How aluminium answers a squeeze

One gigapascal is about ten thousand atmospheres, and a metal like aluminium needs several of them to change its volume by a few percent. The table follows the face-centred cubic crystal through nine volumes at fixed crystal shape. The volume is given per atom, and the shortest distance is that between neighbouring atoms. A positive pressure means that the crystal pushes outwards and must be held in from outside; a negative one means that it must be pulled apart.

Fcc aluminium computed with Ansatz 0.2.0: density-functional theory with the PBE functional, all-electron PAW, scalar-relativistic, without spin polarisation. All cells use a 14×14×14 k mesh and Fermi-Dirac smearing with a width of 0.05 eV; pressure is positive in compression.

```
volume (Å³/atom)  shortest distance (Å)  pressure (GPa)
          15.588                  2.804           4.703
          15.919                  2.824           2.738
          16.251                  2.843           0.968
          16.417                  2.853           0.153
          16.582                  2.862          -0.617
          16.748                  2.872          -1.344
          16.914                  2.881          -2.028
          17.246                  2.900          -3.269
          17.577                  2.918          -4.357
```

1. Which cells are squeezed and which are stretched?

The four smallest cells are squeezed and the five largest are stretched. The pressure changes sign between 16.417 and 16.582 Å³, and a straight line between these two rows puts zero at 16.45 Å³. This is the volume that the crystal would choose by itself in this calculation. The free energies of the same runs agree: the lowest belongs to the cell at 16.417 Å³, the closest of the nine to that point.

2. How stiff is the metal there?

The measure is the bulk modulus B, the pressure change per relative change of volume V:

B = −V dP/dV

The two rows on either side of zero pressure P are enough for an estimate. The pressure drops by 0.153 + 0.617 = 0.770 GPa while the volume grows by 0.165 Å³, around a mean of 16.50 Å³:

B ≈ 16.50 × 0.770 / 0.165 ≈ 77 GPa

One percent of volume therefore costs a little under 1 GPa. In a press at 0.1 GPa, or a thousand atmospheres, the metal would shrink by only about 0.13 percent.

3. Is it harder to squeeze the crystal or to stretch it?

Squeezing is harder. Starting from the cell at 16.582 Å³, a volume smaller by 6 percent raises the pressure by 5.3 GPa, while a volume larger by 6 percent lowers it by only 3.7 GPa. The stiffness taken from neighbouring rows falls at every step, from about 94 GPa at the compressed end to 57 GPa at the stretched end. A single bulk modulus thus describes the metal well only near the volume for which it was determined.

4. Why does it soften as it expands?

The pressure is a balance between an outward push and an inward pull. Confining electrons to less space raises their kinetic energy, which pushes outwards. The attraction between electrons and ions, helped by exchange between the electrons, pulls inwards. In the simplest picture of a metal the push varies as V to the power −5/3 and the pull as V to the power −4/3. With m for the steeper power, n for the gentler one, and positive constants a and b,

P = a V⁻ᵐ − b V⁻ⁿ
B = m a V⁻ᵐ − n b V⁻ⁿ = n P + (m − n) a V⁻ᵐ

Both terms of the last expression fall when the crystal expands, so B must fall too. The push is the steeper of the two and fades first.

The argument gets the direction right but not the amount. At zero pressure it makes B grow by m + n = 3 GPa for each GPa of pressure, whereas the computed curve gives about 4.8. The picture omits the repulsion between the valence electrons and the ion cores, which is steeper still, and the way the electrons rearrange around the ions. The core repulsion alone is not expected to close the gap. In its simplest form it varies as V to the power −2, and even if the whole push were that steep, B would grow by only 2 + 4/3, or about 3.3 GPa for each GPa. The rest should come from elsewhere, such as the rearrangement of the electrons, but these runs do not separate the causes.

5. Can the outward push be seen in the electrons?

It can be seen indirectly, in the width of the occupied band: the energy from the lowest valence state to the Fermi level, where the filling ends. In the same runs this width shrinks from 11.5 eV in the smallest cell to 10.7 eV in the largest. For free electrons it would vary as V to the power −0.67; the computed power is −0.61. The valence electrons of aluminium thus respond to volume nearly as a free gas does, which supports the kinetic part of the explanation.

Free electrons alone would nevertheless be a poor model of the pressure. Their kinetic push at this density is of order 100 GPa, yet the table shows only a few GPa in either direction. What remains is the small difference between a large push and a large pull. Without the pull the metal would also be about three times too stiff.

6. What pressure brings the atoms one percent closer together?

A change in distance counts three times in the volume, so a constant stiffness suggests about 3 percent of 77 GPa, or 2.3 GPa. A better estimate lets the stiffness rise in proportion to the pressure, B = B₀ + B′P, where B₀ is its value at zero pressure. Putting this into the definition of B and integrating from the zero-pressure volume V₀ gives Murnaghan's equation:

P = (B₀/B′) [(V₀/V)^B′ − 1]

Fitted to all nine rows, it gives B₀ = 77 GPa and B′ = 4.83. Distances shorter by one percent mean V₀/V = 1/0.99³ = 1.031, and then

P ≈ (77/4.83) × (1.031^4.83 − 1) ≈ 2.5 GPa

Stretching the distances by one percent takes a pull of only 2.1 GPa. The formula follows the rows about twenty times more closely than a constant stiffness does, as the printed analysis after this text shows. All the rows were used in the fit, so this closeness shows a good summary of the curve; it does not prove the mechanism.

7. Which digits can be trusted, and what would another smearing width change?

The pressure can be checked against the energy, because it must equal the downhill slope of the free energy with volume. Over every step between neighbouring rows, this slope agrees with the mean of the two pressures to about 0.02 GPa. The bend of the curve is expected to shift that mean by a similar amount, so the check is good to a few hundredths of a GPa. It includes the two smallest cells, which were run with other basis cutoffs than the rest. Within this calculation the second decimal of the pressure can therefore be off by a few units, and the third carries no meaning.

Smearing is a larger matter. It fills the electron levels around the Fermi energy gradually, as heat would, and the entropy that this creates grows with volume and pushes the crystal outwards. Half the entropy term, the usual estimate, puts the effect at 0.03 to 0.07 GPa, which hardly matters at 4.703 GPa but makes up roughly a quarter of the 0.153 GPa at 16.417 Å³. By the same estimate, the zero-pressure volume without smearing would be smaller by about 0.01 Å³. These figures are tentative, because the entropy term grows by 34 percent from the smallest cell to the largest, whereas a free electron gas would be expected to give only about 8 percent. The real bands of aluminium may cause the difference, or a k mesh too coarse for so small a width. On a fine enough k mesh the entropy term grows with the square of the width, so doubling the width should make the effect roughly four times as large. Whether the present mesh is fine enough for this rule was not tested.

Agreement between energy and pressure cannot reveal an error that both share. The k mesh and the functional were not varied, so their effect on the curve is not known from these runs. The vibrations of the atoms are missing as well. They push the crystal outwards even at absolute zero, and more so when it is warm, so a real sample should not be compared with this curve to the last digit.

8. What would change with sodium or magnesium in place of aluminium?

Aluminium gives three electrons per atom to the common electron gas, magnesium two and sodium one. Sodium atoms also take up much more room, so its electron gas is far thinner. A thin gas pushes weakly and needs only a weak pull to balance it, and the stiffness left over is small too. The known order of the three metals agrees: sodium is by far the softest, and magnesium lies between it and aluminium. For simple metals like these, the number of valence electrons per volume is the first thing to look at when guessing stiffness.

Output of the analysis:

```
Steps ending in each row and band widths:
     row  B_GPa  mean_P_GPa  P_from_energy_GPa  smearing_P_GPa  band_width_eV  free_electron_eV
  15.588    n/a         n/a                n/a             n/a           11.5             12.16
  15.919  93.52       3.721              3.713         0.03553          11.35             11.99
  16.251  85.75       1.853              1.868         0.03231          11.21             11.82
  16.417  80.19      0.5605             0.5501         0.03865          11.14             11.74
  16.582     77      -0.232             -0.233         0.04758          11.07             11.66
  16.748  72.98     -0.9805            -0.9845         0.05728             11             11.59
  16.914  69.35      -1.686             -1.689          0.0666          10.94             11.51
  17.246  63.84      -2.649             -2.659         0.07326          10.81             11.36
  17.577  57.23      -3.813             -3.834          0.0653          10.68             11.22
fit of pressure on 9 rows: constant 211.4 +/- 7.4, coefficient of log(vol) -75.42 +/- 2.7; rms 0.25, worst 15.588 -0.426, leave-one-out rms 0.39
fit of pressure on 9 rows: constant -15.92 +/- 0.029, coefficient of (16.5/vol)**s 15.68 +/- 0.029, s 4.833; rms 0.0122, worst 16.914 0.0154, leave-one-out rms 0.0311
Volume at zero pressure by interpolation, Å³: 16.45
Volume at zero pressure by Murnaghan, Å³: 16.45
Cubic edge at zero pressure, Å: 4.037
Bulk modulus at zero pressure by Murnaghan, GPa: 76.96
Pressure rise from unscaled cell to 6 percent smaller volume, GPa: 5.32
Pressure fall from unscaled cell to 6 percent larger volume, GPa: 3.74
Pressure for distances 1 percent shorter than at zero pressure, GPa: 2.498
Pressure for distances 1 percent longer than at zero pressure, GPa: -2.139
Largest gap between energy slope and mean pressure, GPa: 0.02061
Fall of zero-pressure volume if smearing is removed, Å³: 0.01017
Power of inverse volume in band width, free electrons 0.667: 0.614
Free-electron kinetic pressure at zero total pressure, rough GPa: 137.1
Free-electron kinetic bulk modulus, rough GPa: 228.4
```
